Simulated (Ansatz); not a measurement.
Computed with DFT PBE, scalar-relativistic, plane waves, PAW (Ansatz). All cells share a 420 eV cutoff and Γ-centred k meshes spaced at most about 0.3 Å⁻¹ (about 0.25 or finer for metals, 2π included). No spin polarisation in the final relaxations.

All energies are static (0 K, no zero-point motion).

Compare these two cells of Bi2Te, each relaxed at this level.

A.

```cif
data_structure
_symmetry_space_group_name_H-M 'P6/mmm'
_symmetry_Int_Tables_number 191
_cell_length_a 10.9743
_cell_length_b 10.9743
_cell_length_c 3.0304
_cell_angle_alpha 90.000
_cell_angle_beta 90.000
_cell_angle_gamma 120.000
_cell_volume 316.07
loop_
_atom_site_label
_atom_site_type_symbol
_atom_site_symmetry_multiplicity
_atom_site_Wyckoff_symbol
_atom_site_fract_x
_atom_site_fract_y
_atom_site_fract_z
_atom_site_occupancy
Bi1 Bi 1 a 0.00000 0.00000 0.00000 1
Bi2 Bi 3 g 0.50000 0.00000 0.50000 1
Te1 Te 2 d 0.33333 0.66667 0.50000 1
```

B.

```cif
data_structure
_symmetry_space_group_name_H-M 'I4/mmm'
_symmetry_Int_Tables_number 139
_cell_length_a 6.1170
_cell_length_b 6.1170
_cell_length_c 6.4191
_cell_angle_alpha 90.000
_cell_angle_beta 90.000
_cell_angle_gamma 90.000
_cell_volume 240.19
loop_
_atom_site_label
_atom_site_type_symbol
_atom_site_symmetry_multiplicity
_atom_site_Wyckoff_symbol
_atom_site_fract_x
_atom_site_fract_y
_atom_site_fract_z
_atom_site_occupancy
Bi1 Bi 4 c 0.50000 0.00000 0.00000 1
Te1 Te 2 b 0.00000 0.00000 0.50000 1
```

Question: Which would you expect to be lower, and how large is the difference?

Answer: B is lower, by 35 meV/atom. A has space group P6/mmm (No. 191), 52.7 Å³/atom and no gap on its mesh; B has space group I4/mmm (No. 139), 40.0 Å³/atom and no gap. Counting Te atoms around Bi (those within 1.25 times the shortest such distance or 1.15 times the sum of covalent radii, 1.27 where that leaves under three; the shortest distance is added where it exceeds 1.18 times the sum of covalent radii; a slash parts the counts of unlike sites), A has Bi 2/12 from 6.5 Å and B has Bi 2. A holds Te–Te chains (shortest 3.03 Å); in B the shortest Te–Te distance is 5.39 Å. The denser one is the lower, and pressure would at first widen the difference. Even the lower one lies +0.35 eV/atom against the reference forms of the elements (uncorrected), so neither is stable at this level. In A, Bi on a site of symmetry 6/mmm has 2 Bi at 3.03 Å; around Bi on a site of symmetry mmm lie 2 Bi at 3.03 Å and 2 Te at 3.17 Å; around Te lie 2 Te at 3.03 Å and 3 Bi at 3.17 Å. In B, around Bi lie 2 Te at 3.06 Å and 2 Bi at 3.21 Å; Te has 4 Bi at 3.06 Å. Both come from invented guesses. A third cell relaxed alike, in I4_1/amd (a Materials Project cell), lies 0.40 eV/atom below the lower of the two.

These runs have no spin–orbit coupling, which can matter for Bi and Te. Cells relaxed within their symmetry can be saddle points.

B's small advantage probably comes from its more complete mixing of the elements. Every Bi there has Te neighbours, and Te binds only to Bi, whereas A spends part of its Te bonding on stretched Te–Te contacts and leaves one Bi chain without close Te neighbours in an open channel. The missing dispersion attraction would probably favour the denser B further.

Both cells remain poor in energy, plausibly because their evenly spaced chains suit neither element. Bi and Te have partly filled p shells and normally prefer alternating short and long contacts, which open or deepen a gap at the Fermi level; the absence of a gap in both cells fits this picture.

The positive formation energies therefore count against these two arrangements, not against the composition. The I4_1/amd cell already falls slightly below the elements, and Bi2Te is known as a layered phase built from Bi bilayers and Bi2Te3-type slabs, a stacking that none of the energies given here tests.
